# Strictly correlated electrons on a segment: one transport problem in three screening regimes

Take $N$ electrons on a line with a prescribed density $n(x)$, $\int n\,dx=N$, and a pair repulsion $w(r)$. How small can the interaction energy be at that density? The kinetic energy plays no part, so only the $N$-body probability $P=|\Psi|^2$ matters, and spin and statistics drop out:

$$V^{\rm SCE}[n]=\min_{P\to n}\int P(x_1,\dots,x_N)\sum_{i<j}w(|x_i-x_j|)\,dx_1\cdots dx_N .$$

Here $P$ is symmetric, each one-body marginal equals $n/N$, and singular measures are allowed. This is an optimal transport problem with $N$ marginals. Because the kinetic energy is non-negative, $V^{\rm SCE}[n]$ is a lower bound to kinetic plus interaction energy for every state with that density.

For convex decreasing $w$ the minimiser is known. With the cumulant $N_e(x)=\int_{-\infty}^x n\,dy$, one electron at $x$ fixes the others at

$$f_i(x)=N_e^{-1}\big[(N_e(x)+i-1)\bmod N\big],\qquad i=2,\dots,N,$$

so neighbours enclose exactly one unit of charge, and $V^{\rm SCE}=\tfrac12\int n(x)\sum_{i\ge2}w(|x-f_i(x)|)\,dx$. Seidl proposed these comotion maps in 1999; Colombo, De Pascale and Di Marino proved them optimal in 2015.

The dual problem maximises $\int u\,n\,dx$ over one-body functions with $\sum_i u(x_i)\le\sum_{i<j}w(|x_i-x_j|)$ for all configurations. At the optimum, $\sum w-\sum u$ is non-negative and vanishes on the comotion configurations, so its gradient vanishes there:

$$u'(x)=\sum_{i\ge2}w'(|x-f_i(x)|)\,\mathrm{sgn}(x-f_i(x)).$$

The sign convention: $u$ is the Kantorovich potential, equal up to a constant to $\delta V^{\rm SCE}/\delta n$; the external potential that balances the repulsion is $-u$.

## The uniform segment

Let $n=N/L$ on $[0,L]$ and $d=L/N$. Then $N_e=x/d$ and $f_i(x)=[x+(i-1)d]\bmod L$. Every configuration is a rigid comb $s,\,s+d,\dots,s+(N-1)d$, with $s$ uniform on $[0,d)$. It has $N-k$ pairs at distance $kd$, so

$$V^{\rm SCE}=\sum_{k=1}^{N-1}(N-k)\,w(kd).$$

In cell $j$, meaning $jd<x<(j+1)d$ with $j=0,\dots,N-1$, the electron has $j$ partners on its left and $N-1-j$ on its right. With $S_m=\sum_{k=1}^m|w'(kd)|$ the slope is constant in the cell:

$$u'=g_j=S_{N-1-j}-S_j .$$

So $u$ is piecewise linear and symmetric about $L/2$. At $x=jd$ the slope drops by $|w'(jd)|+|w'((N-j)d)|$, hence $u$ is concave. I fix the constant by $\sum_j u(jd)=V^{\rm SCE}$. Insert $u(jd)=u(0)+d\sum_{i<j}g_i$, use $\sum_j g_j=0$ and $\sum_j j\,g_j=\sum_k(N-k)\,k\,w'(kd)$:

$$u(0)=\frac1N\sum_{k=1}^{N-1}(N-k)\big[w(kd)+kd\,w'(kd)\big].$$

Adding the slopes up to the centre and counting how often each $|w'(kd)|$ survives gives, for even and odd $N$,

$$\Delta\equiv u(L/2)-u(0)=d\sum_{k=1}^{N-1}\min(k,N-k)\,|w'(kd)| .$$

**Question.** *Can one see the optimality directly?*

On the segment, yes. Order any configuration as $x_0\le\dots\le x_{N-1}$. A convex $w$ lies above its tangents, so for $j-i=k$ we have $w(x_j-x_i)\ge w(kd)+w'(kd)(x_j-x_i-kd)$. Sum over pairs; the coefficient of $x_j-jd$ is $g_j$. A concave $u$ lies below the extended line of each cell, $u(x_j)\le u(jd)+g_j(x_j-jd)$. Together,

$$\sum_j u(x_j)\;\le\;V^{\rm SCE}+\sum_j g_j\,(x_j-jd)\;\le\;\sum_{i<j}w(x_j-x_i).$$

Average this over any admissible $P$: its energy is at least $\int u\,n\,dx$. On the comb both inequalities are equalities, so the comb reaches the bound. Convexity supplied the tangents, and $w'\le0$ made $u$ concave.

**Question.** *Why does a flat density give kinks?*

As $x$ crosses $jd$, the rightmost partner reaches $L$ and reappears at $0$. The electron loses a push from the right at distance $(N-j)d$ and gains a push from the left at distance $jd$. For a density with tails the partner leaves through infinity, where the force vanishes, and $u'$ stays continuous.

## Three screening regimes

Put a thin wire at distance $D$ from a metal plane, in a uniform dielectric of relative permittivity $\epsilon$. One image charge gives

$$w(r)=\frac{e^2}{4\pi\epsilon_0\epsilon}\left[\frac1r-\frac1{\sqrt{r^2+4D^2}}\right].$$

It decreases, and it is convex because $(2r^2-4D^2)/(r^2+4D^2)^{5/2}<2/r^3$. I measure energies in $E_d=e^2/(4\pi\epsilon_0\epsilon d)$ and set $\eta=2D/d$. The inputs are $\eta=\infty$ (no gate), $\eta=2$ ($D=d$) and $\eta=1/2$ ($D=d/4$). The last column is the share of the rise $\Delta$ completed in the first cell.

| $\eta$ | $N$ | $V^{\rm SCE}/N$ | $u(0)$ | $\Delta$ | $g_0d/\Delta$ |
|---|---|---|---|---|---|
| $\infty$ | 4 | 1.083 | 0 | 1.611 | 0.845 |
| $\infty$ | 8 | 1.718 | 0 | 2.279 | 0.663 |
| 2 | 4 | 0.502 | −0.378 | 1.281 | 0.874 |
| 2 | 8 | 0.650 | −0.536 | 1.481 | 0.778 |
| 1/2 | 4 | 0.088 | −0.151 | 0.332 | 0.935 |
| 1/2 | 8 | 0.108 | −0.187 | 0.350 | 0.896 |

Each trend can be read off a sum.

*Energy.* Without a gate, $\sum_k(N-k)/k=N(H_N-1)$ with $H_N$ the harmonic number, so the energy per electron grows as $\ln N$. With a gate, $w(kd)\to E_d\,\eta^2/(2k^3)$ for $k\gg\eta$, and $V^{\rm SCE}/N$ approaches the finite sum $\sum_{k\ge1}w(kd)$ from below.

*Edge value.* The bracket $w+rw'$ is $d(rw)/dr$. It vanishes for $1/r$, so $u(0)=0$ for every $N$. With the gate it equals $-E_d\,\eta^2/(k^2+\eta^2)^{3/2}$, and $u(0)$ is negative.

*Height.* The terms of $\Delta$ with $k\le N/2$ are $kd\,|w'(kd)|$. Without a gate they are $1/k$, and replacing the remaining terms $(N-k)/k^2$ by an integral gives $\Delta\simeq\ln(N/4)+\gamma+1$ with $\gamma$ Euler's constant: 2.270 at $N=8$ against the exact 2.279. With a gate the terms fall as $k^{-3}$ beyond $k\approx\eta$. Doubling $N$ from 4 to 8 raises $\Delta$ by 41, 16 and 5 per cent in the three regimes.

*Shape.* The kink at $jd$ measures the force at distances $jd$ and $(N-j)d$. If only nearest neighbours interacted, the kinks at $d$ and $L-d$ alone would survive, $u$ would be a trapezoid, and the last column would read one. The close gate is near this limit. Bare repulsion spreads the kinks inward and gives a dome: for $N=4$ the slopes are $49/36$ and $1/4$ in units of $E_d/d$, then their negatives.

**Question.** *In Kohn–Sham work we want the potential to vanish far away. How does that relate to $u$?*

By a constant. Give the density a thin tail beyond $L$ and let its weight go to zero. While one electron is in the tail, the others stay at $d,\dots,(N-1)d$, so the potential that vanishes at infinity is $v(x)=\sum_k w(x-kd)$ there. Its slope at $L$ is $-S_{N-1}=g_{N-1}$, which joins the interior slope, and $v(0)=v(L)=\sum_{k=1}^{N-1}w(kd)$. For $N=4$ without a gate this is $H_3=1.833$. Under a gate, as $N\to\infty$, $v(L/2)=v(0)+\Delta$ tends to $\sum_k[w(kd)+kd\,|w'(kd)|]$. That is $d(n\varepsilon)/dn$ for an infinite chain with energy per electron $\varepsilon=\sum_k w(k/n)$. The plateau is the chemical potential of the classical chain.

**Question.** *We use the soft-Coulomb form $1/\sqrt{r^2+a^2}$. Does the comb still win?*

Not in general, because that function is concave for $r<a/\sqrt2$. Take $N=2$. For $L\ll a$, $w\simeq1/a-r^2/(2a^3)$, so the best plan maximises $\langle r^2\rangle$. The shift gives $L^2/4$; the reflection $x\mapsto L-x$ also preserves the density and gives $L^2/3$. At $L=a$ the shift costs $0.894/a$ and the reflection $\operatorname{arsinh}(1)/a=0.881/a$. Finite width can be kept with convexity intact. Averaging $1/r$ over Gaussian transverse densities of rms width $b$ per direction gives $w_b(r)=\int_0^\infty e^{-rt-b^2t^2}dt$, a positive mixture of decaying exponentials. At $r=10b$ it is 0.981 of $1/r$.

## What the kinetic energy costs, host by host

The mass does not enter $V^{\rm SCE}$. It decides whether $V^{\rm SCE}$ is the leading term. For smooth densities the next term at strong coupling is the zero-point energy of small oscillations about the comotion configurations (Gori-Giorgi, Vignale and Seidl, 2009). Inside the cells $u''=0$, so the Hessian of $\sum w-\sum u$ is that of a free chain: $K_{ij}=-w''(|i-j|d)$ off the diagonal, with rows that sum to zero. Write its eigenvalues as $\kappa_\mu E_d/d^2$, and let $a^*=\epsilon a_0/m^*$ be the effective Bohr radius, with $m^*$ in electron masses. Then $\hbar\omega_\mu=E_d\sqrt{\kappa_\mu a^*/d}$ and

$$E_{\rm ZP}=E_d\sqrt{a^*/d}\;\;\tfrac12\sum_\mu\sqrt{\kappa_\mu}.$$

For $N=4$ without a gate, $\kappa_\mu=0$ (the sliding comb), 1.72, 4.50 and 6.93. The factor $\tfrac12\sum\sqrt{\kappa_\mu}$ is 3.03, 3.04 and 2.05 for $\eta=\infty$, 2 and 1/2, so $E_{\rm ZP}/V^{\rm SCE}$ is 0.70, 1.5 and 5.9 times $\sqrt{a^*/d}$. A gate at $D=d$ subtracts a smooth function: it more than halves the energy and hardly changes the curvature.

Now take $N=4$, an assumed spacing $d=100$ nm, and typical bulk values of $\epsilon$ and $m^*$ (for Si the transverse mass). The energies refer to no gate; the last three columns give $E_{\rm ZP}/V^{\rm SCE}$.

| host | $\epsilon$ | $m^*$ | $a^*$ (nm) | $E_d$ (meV) | $V^{\rm SCE}$ (meV) | $\eta=\infty$ | $\eta=2$ | $\eta=1/2$ |
|---|---|---|---|---|---|---|---|---|
| Si | 11.7 | 0.19 | 3.26 | 1.23 | 5.3 | 0.13 | 0.27 | 1.1 |
| GaAs | 12.9 | 0.067 | 10.2 | 1.12 | 4.8 | 0.22 | 0.48 | 1.9 |
| InAs | 15.2 | 0.023 | 35.0 | 0.95 | 4.1 | 0.41 | 0.89 | 3.5 |

These are the model's numbers, not the materials'. The energy follows $1/\epsilon$ and varies little among the hosts. The neglected term follows $\sqrt{\epsilon/m^*}$ and is 3.3 times larger, relative to $V^{\rm SCE}$, in InAs than in Si. Where the ratio approaches or exceeds one, the harmonic estimate itself fails; the entry then says only that the comb no longer describes the state, although $V^{\rm SCE}$ remains a lower bound.

**Question.** *A density with sharp edges has no finite kinetic energy. Is the zero-point estimate meaningful?*

Only as a size, for two reasons. First, the von Weizsäcker energy $(\hbar^2/2m^*m_e)\int(d\sqrt n/dx)^2dx$, a lower bound to the kinetic energy, diverges at a step. If $\sqrt n$ falls linearly over a width $\delta$ at each end, it equals $E_d\,a^*/\delta$. For the GaAs inputs and $\delta=50$ nm this is $0.20\,E_d$, against $E_{\rm ZP}=0.97\,E_d$ and $V^{\rm SCE}=4.33\,E_d$ without a gate. Edges rounded that much also move $V^{\rm SCE}$, by a relative amount of order $\delta/L$. Second, the oscillations are wide. For $N=2$, $\kappa=4$ and the reduced mass is half the effective mass, so the rms fluctuation of the separation is $d\,(a^*/d)^{1/4}/\sqrt2$, which is $0.40\,d$ for the GaAs inputs. The wave packets reach the kinks over much of the range of $s$, so the kinks are rounded in any real state. The quarter power makes this approach to the limit slow.

**Question.** *How far is the uniform dielectric from a device?*

For a GaAs channel buried in AlGaAs the permittivities are similar, and the uniform medium is a fair description. For Si at an oxide interface the two half-spaces act with their mean permittivity; with a typical 3.9 for SiO$_2$ this is 7.8, so the model's $E_d$ is too low by a factor of about 1.5. For an InAs nanowire on oxide, with $d$ larger than the diameter, the field runs mostly outside the wire, and as typical knowledge the model underestimates $E_d$ by a factor of several. A lower effective $\epsilon$ shrinks $a^*$ in proportion and lowers the zero-point ratio as $\sqrt\epsilon$. The comb itself is unaffected: the maps depend on the density alone as long as the true $w$ is convex and decreasing, and only the sums over $w(kd)$ and $w'(kd)$ have to be redone.